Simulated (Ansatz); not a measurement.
# Abstraction of F: Ge(CH3)F3 + C2H5O → Ge(CH3)F2 + C2H5FO

Species: Ge(CH3)F3, singlet; C2H5O (methoxymethyl) `[CH2]OC`, doublet; Ge(CH3)F2, doublet; C2H5FO (methoxymethyl fluoride) `COCF`, singlet. A radical takes F: the energy is the difference in strength between the Ge–F bond broken and the C–F bond made.

Shapes, held fixed at every level: PBE0-D4/def2-TZVP. Flexible molecules stand in one conformer, not always the lowest. Programs: Ansatz 0.2.0. The zero-point and thermal change to 298 K, harmonic and unscaled (PBE0-D4/def2-TZVP), is +8.3 kJ/mol.

```csv
level,kind,ΔH(298 K) (kJ/mol),less CCSD(T)/def2-TZVPP,CPU time (sum over the molecules)
HF/def2-SVP,Hartree–Fock,+80.8,+0.6,–
B3LYP-D4/def2-TZVPP,global hybrid,+62.8,-17.4,38 s
PBE0-D4/def2-TZVPP,global hybrid,+62.9,-17.3,28 s
r2SCAN0-D4/def2-TZVPP,global hybrid,+77.3,-2.9,48 s
wB97M-V/def2-TZVPP,range-separated hybrid,+63.3,-16.9,94 s
B2PLYP/def2-TZVPP,double hybrid,+71.8,-8.4,45 s
CCSD/def2-SVP,coupled cluster or CI,+75.7,-4.5,–
CCSD(T)/def2-TZVPP,coupled cluster or CI,+80.2,0.0,9.8 min
```

The highest level, CCSD(T)/def2-TZVPP, gives ΔH(298 K) = +80.2 kJ/mol; the levels span +62.8 to +80.8. The column of differences is taken from that level and isn't an error. No measured value is set beside it here. Open shells run unrestricted unless RO is named. Relativity is left out for Ge unless named. Correlated rows may include outer-core shells of Ge, which these sets cover unevenly. Times are processor times on shared x86 and Arm servers, and rough.

Fluorine transfer from germanium to carbon is endothermic at every level, by +80.2 kJ/mol at CCSD(T)/def2-TZVPP, so the Ge–F bond broken is clearly stronger than the C–F bond formed. The large electronegativity difference gives Ge–F a strongly ionic character, reinforced by the other fluorines, which leave germanium more positive. On the carbon side, the ether oxygen acts in both directions: its lone pair stabilises the methoxymethyl radical, which is lost on fluorination, but also donates into the C–F antibonding orbital of the product.

B3LYP, PBE0 and wB97M-V all make the reaction less endothermic than CCSD(T) by similar amounts, while r2SCAN0 comes much closer. Since PBE0 and r2SCAN0 contain the same fraction of exact exchange, that fraction alone can't account for the spread. The near agreement of Hartree–Fock in a small basis is probably a cancellation between missing correlation and basis-set error. The reverse transfer, from carbon to the germyl radical, is favoured in enthalpy, though its rate would depend on a barrier not computed here.
